**2p ionisation of boron-like ions: screening, missing spin-orbit coupling and the eigenvalue gap**

The table holds ionisation energies, highest eigenvalues and 2p mean radii of six five-electron ions from Ne5+ to Bi78+, computed with ld1.x in spin-polarised scalar-relativistic LDA-VWN5, beside NIST values. The program tests a screened hydrogenic formula with the spin-free $(7/48)(Z_e\alpha)^2$ term, the Dirac 2p$_{1/2}$ shift as the source of the error, and a $1/\langle r\rangle$ law for the gap IE+ε. One fitted screening constant, 3.166, reproduces the computed energies within 0.5 %, against 3.054 from first-order $1/Z$ theory. The Dirac shift for a bare charge $Z_e$, a low estimate, accounts for 91 to 97 % of the error from Ni to Bi, leaves about 90 to 100 eV at W69+, within the crudeness of that estimate, and has the wrong sign for Ne5+. Gap × $\langle r\rangle$ is constant within about 2 %, at about 85 % of the hydrogenic self-repulsion value.

Boron-like ions in NIST's ground configuration, [He] 2s² 2p¹, computed with Quantum ESPRESSO ld1.x 7.5 as spherical all-electron Kohn-Sham atoms. The runs are spin-polarised and scalar-relativistic, with the LDA-VWN5 functional, a point nucleus and open shells filled at highest spin. The ionisation energy is a difference of total energies.

## Numerical check

```python
# Table: 2p ionisation energy (Delta-SCF), -eigenvalue and <r> of boron-like ions; ld1.x, spin-polarised
# LDA-VWN5, scalar-relativistic, point nucleus; NIST reference. Tested: screened hydrogenic IE with spin-free
# relativity, missing 2p1/2 spin-orbit shift as the error, and gap IE+eps as a Coulomb term ~ 1/<r>.
T = {
    'ion': ['Ne5+', 'P10+', 'Ni23+', 'Pd41+', 'W69+', 'Bi78+'],
    'Z': [10, 15, 28, 46, 74, 83],
    'charge': [5, 10, 23, 41, 69, 78],  # e
    'ionisation_energy': [158.169, 478.893, 2117.29, 6350.01, 17777.7, 22815.5],  # eV
    'minus_highest_eigenvalue': [142.38, 452.16, 2062.1, 6254.9, 17618, 22634],  # eV
    'highest_level_mean_radius': [0.66279, 0.39634, 0.19367, 0.11223, 0.066038, 0.057803],  # bohr
    'nist': [157.934, 479.44, 2130.5, 6469.0, 18872.0, 24640.0],  # eV
    'nist_kind': ['measured', 'semi-empirical', 'semi-empirical', 'semi-empirical', 'semi-empirical', 'theory'],
    'nist_unc': [0.005, 0.05, 0.9, 5.0, 3.0, 120.0],  # eV
    'error': [0.235, -0.547, -13.2, -119, -1090, -1820],  # eV
}
import numpy as np
from scipy.constants import physical_constants as pc, alpha as a
from scipy.integrate import cumulative_trapezoid as ct, trapezoid as tz, solve_ivp
from scipy.optimize import brentq, minimize_scalar
Ha = pc['Hartree energy in eV'][0]; Ry = Ha/2; ion = T['ion']
Z, IE, ep, R, N, U = (np.array(T[k], float) for k in ['Z', 'ionisation_energy', 'minus_highest_eigenvalue',
                      'highest_level_mean_radius', 'nist', 'nist_unc'])
r = np.linspace(1e-4, 80, 80000); e2 = np.exp(-r/2)
s1, s2, p = 2*r*np.exp(-r), r*(1-r/2)*e2/2**.5, r*r*e2/24**.5
Rk = lambda f, g, k: sum(tz(u*r**(-k-1)*ct(v*r**k, r, initial=0), r) for u, v in ((f, g), (g, f)))
sig0 = 4*sum(2*Rk(s*s, p*p, 0) - Rk(s*p, s*p, 1)/3 for s in (s1, s2))
hF = 0.5*Rk(p*p, p*p, 0)*5*Ha
nr = lambda z: Ry*z*z/4
sr = lambda z: nr(z)*(1 + 7/48*(z*a)**2)
dirac = lambda z: Ha/a**2*(1 - np.sqrt((1 + np.sqrt(1 - (z*a)**2))/2))  # 2p1/2 binding
def shoot(z, E):  # scalar-relativistic l=1 equation, bare charge z, energy E in hartree
    def f(x, y):
        q = np.exp(x); M = 1 + a*a*(E + z/q)/2
        return [y[0] + q*M*y[1], -y[1] + (2/(M*q) - 2*z - 2*q*E)*y[0]]
    r0 = 1e-6/z; y0 = [1, (np.sqrt(3 - (z*a)**2) - 1)/(r0*(1 + a*a*(E + z/r0)/2))]
    return solve_ivp(f, [np.log(r0), np.log(20/np.sqrt(-2*E))], y0, method='DOP853', rtol=1e-8).y[0, -1]
zl = np.array([brentq(lambda z: sr(z) - e, 1, 100) for e in IE])
zk = np.array([brentq(shoot, z - 4.5, z - 2, args=(-e/Ha,), xtol=1e-5) for z, e in zip(Z, IE)])
fit = lambda m: minimize_scalar(lambda s: np.sum((m(Z - s)/IE - 1)**2), bounds=(0, 5), method='bounded').x
sA, sB = fit(nr), fit(sr)
print(f"sigma0 (1/Z theory) {sig0:.3f}; fitted sigma: nonrel {sA:.3f}, with 7/48 term {sB:.3f}")
print("IE rounding floor <0.0003 %, <0.001 in sigma")
print("ion: sigma nonrel, leading SR, full SR, Z-5/<r> | resid % nonrel fit, SR fit, SR sigma0 | 7/48 term %")
for i, n in enumerate(ion):
    res = [100*(m(Z[i] - s)/IE[i] - 1) for m, s in ((nr, sA), (sr, sB), (sr, sig0))]
    print(f"{n}: {Z[i]-2*np.sqrt(IE[i]/Ry):.3f} {Z[i]-zl[i]:.3f} {Z[i]-zk[i]:.3f} {Z[i]-5/R[i]:.2f} | "
          f"{res[0]:+.2f} {res[1]:+.2f} {res[2]:+.2f} | {100*7/48*(zl[i]*a)**2:.2f}")
print("worst row: nonrel fit", ion[np.argmax(abs(nr(Z-sA)/IE-1))], "; SR fit", ion[np.argmax(abs(sr(Z-sB)/IE-1))])
d = N - IE; lo = lambda z: Ry*a*a*z**4/24; dl, dk = dirac(zl) - IE, dirac(zk) - IE
print("ion: NIST-IE eV (%, /unc) | SO eV leading bare Z, leading Ze, Dirac(Ze lead), Dirac(Ze full)")
for i, n in enumerate(ion):
    print(f"{n}: {d[i]:+.3f} ({100*d[i]/N[i]:+.2f} %, {abs(d[i])/U[i]:.0f}) | "
          f"{lo(Z[i]):.4g} {lo(zl[i]):.4g} {dl[i]:.4g} {dk[i]:.4g}")
print("ion: share of NIST-IE by Dirac shift (lead, full) | error left IE+shift-NIST eV (lead, full), % | unc eV")
for i, n in enumerate(ion):
    print(f"{n}: {dl[i]/d[i]:+.2f} {dk[i]/d[i]:+.2f} | {dl[i]-d[i]:+.2f} {dk[i]-d[i]:+.2f}, "
          f"{100*(dk[i]-d[i])/N[i]:+.2f} % | {U[i]:g} {T['nist_kind'][i]}")
gap = IE - ep; ex = lambda y: np.diff(np.log(y))/np.diff(np.log(Z)); xe = ex(abs(d))[2:]
print("local exponent in Z, IE:", np.round(ex(IE), 2), " gap:", np.round(ex(gap), 2))
print("local exponent of |error|, Ni-Pd, Pd-W, W-Bi:", np.round(xe, 2))
print(f"hydrogenic F0(2p,2p)<r>/2 = {hF:.2f} eV bohr")
print("ion: gap eV (rounding) | -eps/IE | gap*<r> eV bohr | share of F0<r>/2 | Z*gap/IE")
for i, n in enumerate(ion):
    print(f"{n}: {gap[i]:.2f} ({0.5*10**(np.floor(np.log10(ep[i]))-4):.3g}) | {ep[i]/IE[i]:.4f} | "
          f"{gap[i]*R[i]:.2f} | {gap[i]*R[i]/hF:.3f} | {Z[i]*gap[i]/IE[i]:.3f}")
g = gap*R
print(f"gap*<r> mean {g.mean():.2f}, max/min {g.max()/g.min():.3f}; gap slopes eV/Z", np.round(np.diff(gap)/np.diff(Z), 2))
# typed from further outputs of the same runs: empty 2p level of the next ion; its 2s IE and NIST value
for i, e0 in enumerate([174.0499, 505.5094]):
    print(f"{ion[i]}: mean of filled/empty -eps {(e0+ep[i])/2:.3f} eV, less IE {(e0+ep[i])/2-IE[i]:+.3f} eV")
c2 = [(204.9289, 207.271), (556.6334, 560.62), (2289.214, 2295.6), (6756.461, 6759), (19384.8, 19362)]
for i, (c, n) in enumerate(c2):
    print(f"Z={Z[i]:.0f}: 2s control error {c-n:+.2f} eV ({100*(c/n-1):+.2f} %), 2p error {-d[i]:+.2f} eV")
assert np.all((Z - zl > 3.0) & (Z - zl < 3.25))
assert np.all((xe > 4) & (xe < 5)) and d[0] < 0 and np.all(d[1:] > 0)
assert np.all((dl[2:]/d[2:] > 0.8) & (dl[2:]/d[2:] < 1.1))
assert g.max()/g.min() < 1.05 and np.all(np.diff(gap) > 0) and np.all(np.diff(ep/IE) > 0)
```

It prints:

```
sigma0 (1/Z theory) 3.054; fitted sigma: nonrel 3.139, with 7/48 term 3.166
IE rounding floor <0.0003 %, <0.001 in sigma
ion: sigma nonrel, leading SR, full SR, Z-5/<r> | resid % nonrel fit, SR fit, SR sigma0 | 7/48 term %
Ne5+: 3.181 3.182 3.182 2.46 | +1.24 +0.47 +3.80 | 0.04
P10+: 3.134 3.141 3.141 2.38 | -0.07 -0.43 +1.48 | 0.11
Ni23+: 3.051 3.110 3.110 2.18 | -0.71 -0.45 +0.46 | 0.48
Pd41+: 2.793 3.098 3.100 1.45 | -1.60 -0.32 +0.21 | 1.43
W69+: 1.705 3.077 3.102 -1.71 | -3.93 -0.26 +0.07 | 3.91
Bi78+: 1.100 3.059 3.109 -3.50 | -4.92 -0.28 +0.01 | 4.96
worst row: nonrel fit Bi78+ ; SR fit Ne5+
ion: NIST-IE eV (%, /unc) | SO eV leading bare Z, leading Ze, Dirac(Ze lead), Dirac(Ze full)
Ne5+: -0.235 (-0.15 %, 47) | 0.3019 0.06523 0.06539 0.0654
P10+: +0.547 (+0.11 %, 11) | 1.528 0.5971 0.6015 0.6014
Ni23+: +13.210 (+0.62 %, 15) | 18.56 11.59 11.97 11.96
Pd41+: +118.990 (+1.84 %, 24) | 135.2 102.3 112.8 112.3
W69+: +1094.300 (+5.80 %, 365) | 905.2 763.8 1008 993.1
Bi78+: +1824.500 (+7.40 %, 15) | 1433 1233 1765 1730
ion: share of NIST-IE by Dirac shift (lead, full) | error left IE+shift-NIST eV (lead, full), % | unc eV
Ne5+: -0.28 -0.28 | +0.30 +0.30, +0.19 % | 0.005 measured
P10+: +1.10 +1.10 | +0.05 +0.05, +0.01 % | 0.05 semi-empirical
Ni23+: +0.91 +0.91 | -1.24 -1.25, -0.06 % | 0.9 semi-empirical
Pd41+: +0.95 +0.94 | -6.19 -6.66, -0.10 % | 5 semi-empirical
W69+: +0.92 +0.91 | -86.44 -101.21, -0.54 % | 3 semi-empirical
Bi78+: +0.97 +0.95 | -59.69 -94.18, -0.38 % | 120 theory
local exponent in Z, IE: [2.73 2.38 2.21 2.17 2.17]  gap: [1.3  1.16 1.1  1.09 1.11]
local exponent of |error|, Ni-Pd, Pd-W, W-Bi: [4.43 4.67 4.45]
hydrogenic F0(2p,2p)<r>/2 = 12.36 eV bohr
ion: gap eV (rounding) | -eps/IE | gap*<r> eV bohr | share of F0<r>/2 | Z*gap/IE
Ne5+: 15.79 (0.005) | 0.9002 | 10.46 | 0.847 | 0.998
P10+: 26.73 (0.005) | 0.9442 | 10.60 | 0.857 | 0.837
Ni23+: 55.19 (0.05) | 0.9739 | 10.69 | 0.865 | 0.730
Pd41+: 95.11 (0.05) | 0.9850 | 10.67 | 0.864 | 0.689
W69+: 159.70 (0.5) | 0.9910 | 10.55 | 0.853 | 0.665
Bi78+: 181.50 (0.5) | 0.9920 | 10.49 | 0.849 | 0.660
gap*<r> mean 10.58, max/min 1.021; gap slopes eV/Z [2.19 2.19 2.22 2.31 2.42]
Ne5+: mean of filled/empty -eps 158.215 eV, less IE +0.046 eV
P10+: mean of filled/empty -eps 478.835 eV, less IE -0.058 eV
Z=10: 2s control error -2.34 eV (-1.13 %), 2p error +0.24 eV
Z=15: 2s control error -3.99 eV (-0.71 %), 2p error -0.55 eV
Z=28: 2s control error -6.39 eV (-0.28 %), 2p error -13.21 eV
Z=46: 2s control error -2.54 eV (-0.04 %), 2p error -118.99 eV
Z=74: 2s control error +22.80 eV (+0.12 %), 2p error -1094.30 eV
```
